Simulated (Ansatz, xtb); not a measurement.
# B2Cl2H6N2: which of two isomers lies lower

We compare a, `Cl[B@H-]1[NH2+][B@H-](Cl)[NH2+]1`, a singlet, with b, `Cl[B-]1(Cl)[NH2+][BH2-][NH2+]1`, a singlet. Both are isolated molecules in the gas phase, relaxed with PBE0-D4/def2-SVP.

Task: Estimate E(b) − E(a) at the level CCSD(T)/def2-SVP + ΔMP2/def2-TZVPP.

Result: CCSD(T)/def2-SVP + ΔMP2/def2-TZVPP gives E(b) − E(a) = +1.55 kcal/mol, favouring structure a, but this leans on the basis-set step: CCSD(T) alone gives +0.85 kcal/mol.

Level by level:

| level | geometry | E(b) − E(a) (kcal/mol) | departure from the last row (kcal/mol) | job, with rough time for the two |
| --- | --- | --- | --- | --- |
| GFN2-xTB | GFN2-xTB | +4.00 | +2.45 | optimisation, 0.14 s |
| HF/STO-3G | GFN2-xTB | +3.40 | +1.85 | single point, 0.44 s |
| r2SCAN-D4/def2-SVP | GFN2-xTB | +0.68 | −0.87 | single point, 3.3 s |
| PBE0-D4/def2-SVP | PBE0-D4/def2-SVP | +0.85 | −0.70 | optimisation, 24 s |
| HF/def2-SVP | PBE0-D4/def2-SVP | +2.25 | +0.70 | part of the CCSD(T) run |
| MP2/def2-SVP | PBE0-D4/def2-SVP | +0.58 | −0.97 | part of the CCSD(T) run |
| CCSD(T)/def2-SVP | PBE0-D4/def2-SVP | +0.85 | −0.71 | single point |
| CCSD(T)/def2-SVP + ΔMP2/def2-TZVPP | PBE0-D4/def2-SVP | +1.55 |  | single point, 38 s |

As drawn, both hold the same kinds of bond in the same numbers.

The largest departure from CCSD(T)/def2-SVP + ΔMP2/def2-TZVPP is that of GFN2-xTB, 2.45 kcal/mol. The last row adds to CCSD(T) the change of the MP2 difference between the two basis sets, here +0.71 kcal/mol.

With thermal terms from frequencies at re-optimised GFN2-xTB minima (ideal gas, soft modes damped towards free rotors, one conformer each, 298.15 K, 1 atm): the zero-point term adds −0.14 kcal/mol; ΔH is +1.52 and ΔG +1.40 kcal/mol.

The correlated steps freeze 14 core orbitals. Mirror images aren't counted in ΔG. Programs: Ansatz 0.2.0, xtb 6.7.1; the last row on 2 threads of Intel(R) Xeon(R) Platinum 8488C (Sapphire Rapids) on a shared host.

Every level places the trans-1,3-dichloro ring a below its geminal isomer b, but only slightly, as expected when the B–N ring and the bond types are unchanged. The preference probably reflects electrostatics and crowding: in a the two polar B–Cl bonds sit on different borons and their dipoles oppose each other, whereas in b both chlorines share one boron. Donation from a chlorine lone pair into the neighbouring B–Cl antibonding orbital should favour b, but evidently doesn't outweigh these terms.

Electron correlation narrows the gap, from +2.25 kcal/mol at HF to +0.85 kcal/mol with CCSD(T) in the same basis, which suggests that correlation between the close-lying chlorines favours the geminal form. Thermal terms barely matter, and a ΔG of +1.40 kcal/mol would leave b a minor but appreciable component if the two could equilibrate. Without the cis-1,3 isomer, the results don't show that separating the chlorines is favourable irrespective of their relative orientation.
